The atomization energy of PF$_3$ is the energy of one free phosphorus and three free fluorine atoms less the energy of the molecule. It was computed with second-order perturbation theory (MP2) on a Hartree-Fock determinant, in six basis sets and at one fixed pyramidal geometry, which was optimised with MP2 in the 6-31G\* set and not relaxed in the others. The last column, atomization energy less its quadruple-zeta value, tells how far each set strays from the largest one, cc-pV(Q+d)Z. A negative entry means that the molecule is bound too weakly relative to that set.

Ansatz 0.2.0, RMP2 without relativity and with the noble-gas cores frozen. The molecule is PF$_3$ (charge 0, singlet), held in every basis set at its MP2(full)/6-31G\* geometry.

| basis | functions | atomization energy less its quadruple-zeta value (kJ/mol) |
| --- | --- | --- |
| STO-3G | 24 | -858.2 |
| 6-31G | 40 | -632.3 |
| 6-31Gstar | 64 | -153.3 |
| cc-pV(D+d)Z | 65 | -250.6 |
| cc-pV(T+d)Z | 129 | -51.2 |
| cc-pV(Q+d)Z | 229 | 0.0 |

Three rough sizes are worth keeping in mind. The energy of the molecule itself is wrong by hundreds to tens of thousands of kJ/mol in the smaller sets, relative to the quadruple-zeta set. Roughly three quarters or more of that error is shared by the free atoms and drops out of the difference. What survives is still some 50 to 900 kJ/mol, which is large on the scale of chemistry.

**The row that looks too good**

A larger basis should bring the result closer to its limit, and four of the five steps down the table do so. The step from 6-31G\* (printed as 6-31Gstar) to cc-pV(D+d)Z does not. The two sets have almost the same size, 64 and 65 functions, yet the shortfall grows from 153 to 251 kJ/mol. Judged by this column alone, 6-31G\* is the better basis, and that judgement is where the method of comparison fails. The fixed geometry favours 6-31G\* a little, since it was optimised in that set, but small changes of the bond lengths are expected to matter by only a few kJ/mol.

**Two errors in one number**

Let $m$ be the energy by which a basis set places the molecule above its quadruple-zeta value, and $a$ the same for the four free atoms together. The tabulated shift is then

$$\Delta = a - m .$$

This is bookkeeping, with nothing fitted. It says that a small $\Delta$ requires $a$ and $m$ to be similar, not that either of them is small.

The limiting cases show what can happen. If a basis describes the atoms and the molecule equally badly, $\Delta$ vanishes and a poor set looks perfect. If it describes the atoms perfectly and the molecule badly, the whole molecular error appears as weak binding. Where the binding is too weak, improving only the atoms therefore makes the atomization energy worse, although no energy in the calculation has become worse.

STO-3G lies near the first limit as far as proportions go. Its molecular energy is too high by about 24,000 kJ/mol, and the atoms cancel 96 % of this. Most of the error is a crude description of compact inner shells, which hardly change when a bond forms. The remaining few per cent still amount to 858 kJ/mol, or 54 % of the quadruple-zeta atomization energy, so a high degree of cancellation is no mark of quality.

**How to recognise the failure**

The test is to look at the energy of the molecule beside the energy difference. Between 6-31G\* and cc-pV(D+d)Z the molecular MP2 energy falls by 197.8 kJ/mol. With unchanged atoms, the atomization energy would have risen by that amount. It drops by 97.3 kJ/mol instead, so the atoms must have fallen by

$$197.8 + 97.3 = 295.1\ \text{kJ/mol}.$$

The correlation-consistent set thus improves both sides of the difference, and the atoms more than the molecule. The good result of 6-31G\* rests on poorer atoms, whose error covers more of the error in the molecule. The better energy of the molecule does not hang on MP2, because coupled cluster with perturbative triples lowers it by nearly the same amount, 203 kJ/mol. The larger gain of the atoms is shown for MP2 only, since no coupled-cluster energies of the atoms are used here.

The Hartree-Fock part of the molecular energy gives the firmest warning. It obeys the variational principle, so for the same state a lower value is closer to the basis limit. It falls at every step of the table, including the step at which the atomization energy turns back. When a total energy improves steadily and a difference of total energies does not, the irregularity comes from the cancellation.

**Why the atoms and the molecule need different functions**

The step from 6-31G to 6-31G\* shows what a molecule asks of a basis and an atom does not. It gives each of the four atoms six more functions, five of d type and one combination of s type, and raises the atomization energy by 479 kJ/mol. The Hartree-Fock energy of the molecule alone falls by 463 kJ/mol, nearly the same amount. The correlation energy of the molecule also gains about 500 kJ/mol, but so does the total energy of the atoms, and these two gains almost cancel.

Theory accounts for this pattern. In a free atom the occupied valence orbitals are of s and p type, and the mean field has little use for d functions. In PF$_3$ the electrons are drawn towards fluorine, and the density around each nucleus is lopsided. A p orbital has two equal lobes; mixing in some d character strengthens one side and bends the orbital towards or away from the bond. This is polarisation of the bonding density and of the lone pairs, not the filling of a valence d shell on phosphorus.

Correlation is a different matter. Electrons in a free atom also avoid one another, and d functions help them to do so by letting them sit on different sides of the nucleus. That gain is present before any bond is made, so much of it cancels in the atomization energy. A basis function therefore raises the computed binding only to the extent that it serves the molecule better than the separated atoms.

The same rule suggests why cc-pV(D+d)Z falls behind. Correlation-consistent sets are designed around the energies of atoms, and their single d shell on fluorine is more compact than that of 6-31G\*. A compact shell suits correlation close to the nucleus, while a wider one suits the deformation of density in a bond. This fits the larger gain of the atoms, but it can be only part of the explanation. The two sets also differ in their s and p functions and in the number of d shells on phosphorus. Moreover, an atom in the molecule can borrow functions from its neighbours, which a free atom cannot, so a gap in its own set tends to cost it less. No calculation here separates these contributions.

**Does extrapolation repair the result?**

The correlation-consistent sets form a ladder with cardinal number $X = 2, 3, 4$ for double, triple and quadruple zeta. Electrons of opposite spin produce a sharp crease in the wave function where they meet, and smooth orbitals reproduce it slowly. For large sets the remaining error of the correlation energy should shrink as $X^{-3}$. If the atomization energy followed the same law, the first step of the ladder, 199.4 kJ/mol, would fix the second:

$$199.4 \times \frac{1/27 - 1/64}{1/8 - 1/27} \approx 48.5\ \text{kJ/mol}.$$

The computed step is 51.2 kJ/mol. The quadruple-zeta value was not used in the prediction, so this looks like a strong success. It is not a proof that the law holds, because the atomization energy also contains a Hartree-Fock part, which converges by another and faster law.

The rule can be tried on the quantity for which it was made, the correlation energy of the molecule. There it predicts a last step of 143 kJ/mol, while the calculation gives 220 kJ/mol. The prediction is about a third too small, which shows that these sets do not follow the simple law from double zeta onwards. The good agreement for the atomization energy is then best read as another compensation of errors between atoms and molecule and between mean field and correlation.

This matters for the zero of the table, which is a chosen reference and not the basis limit. Applied to the last step, the same rule leaves about 37 kJ/mol still to be gained beyond quadruple zeta. After the failure just seen, only the order of magnitude deserves trust: some tens of kJ/mol. The shortfalls in the table would all grow by that common amount if they were counted from the limit, and the order of the sets would stay as it is.

**What it means for a source gas**

PF$_3$ serves as a phosphorus source for ion implantation, where the molecule is broken up in a discharge. The two sets of nearly equal size disagree by 97.3 kJ/mol on the cost of complete break-up, or about 32 kJ/mol for each of the three bonds. A model of the source that takes bond energies from such small sets inherits an error of this kind. Agreement with a better value for the whole molecule does not protect the separate steps, because each fragment has its own balance of errors.

The printed output below gives the errors of molecule and atoms for every set, together with the trial of the inverse-cube rule.

Numerical output:

```
Errors against the quadruple-zeta set in kJ/mol:
          row  atomization energy  molecule too high by  free atoms too high by  shift per bond
       STO-3G               720.7                 24186                   23328          -286.1
        6-31G               946.6                  2451                    1819          -210.8
    6-31Gstar                1426                  1479                    1325           -51.1
  cc-pV(D+d)Z                1328                  1281                    1030          -83.53
  cc-pV(T+d)Z                1528                 307.5                   256.3          -17.07
  cc-pV(Q+d)Z                1579                     0                       0               0
Change from the row above in kJ/mol:
          row  atomization energy gains  molecule falls by  free atoms fall by  RHF part of molecule falls by  MP2 part of molecule falls by
        6-31G                     225.9              21735               21509                          20811                          924.5
    6-31Gstar                       479              972.5               493.5                          462.7                          509.8
  cc-pV(D+d)Z                     -97.3              197.8               295.1                          69.59                          128.2
  cc-pV(T+d)Z                     199.4              973.3               773.9                          384.9                          588.4
  cc-pV(Q+d)Z                      51.2              307.5               256.3                          87.45                            220
STO-3G shortfall in percent of the quadruple-zeta atomization energy: 54.35
Share of the molecular error cancelled by the atoms in 6-31Gstar, percent: 89.63
Share of the molecular error cancelled by the atoms in cc-pV(D+d)Z, percent: 80.43
Fall of the molecular CCSD(T) energy from 6-31Gstar to cc-pV(D+d)Z, kJ/mol: 202.8
Last step of the atomization energy predicted by the inverse-cube rule, kJ/mol: 48.54
Last step of the atomization energy computed, kJ/mol: 51.2
Last step of the molecular MP2 correlation predicted by the same rule, kJ/mol: 143.2
Last step of the molecular MP2 correlation computed, kJ/mol: 220
Rest of the atomization energy beyond quadruple zeta by the same rule, kJ/mol: 37.36
```
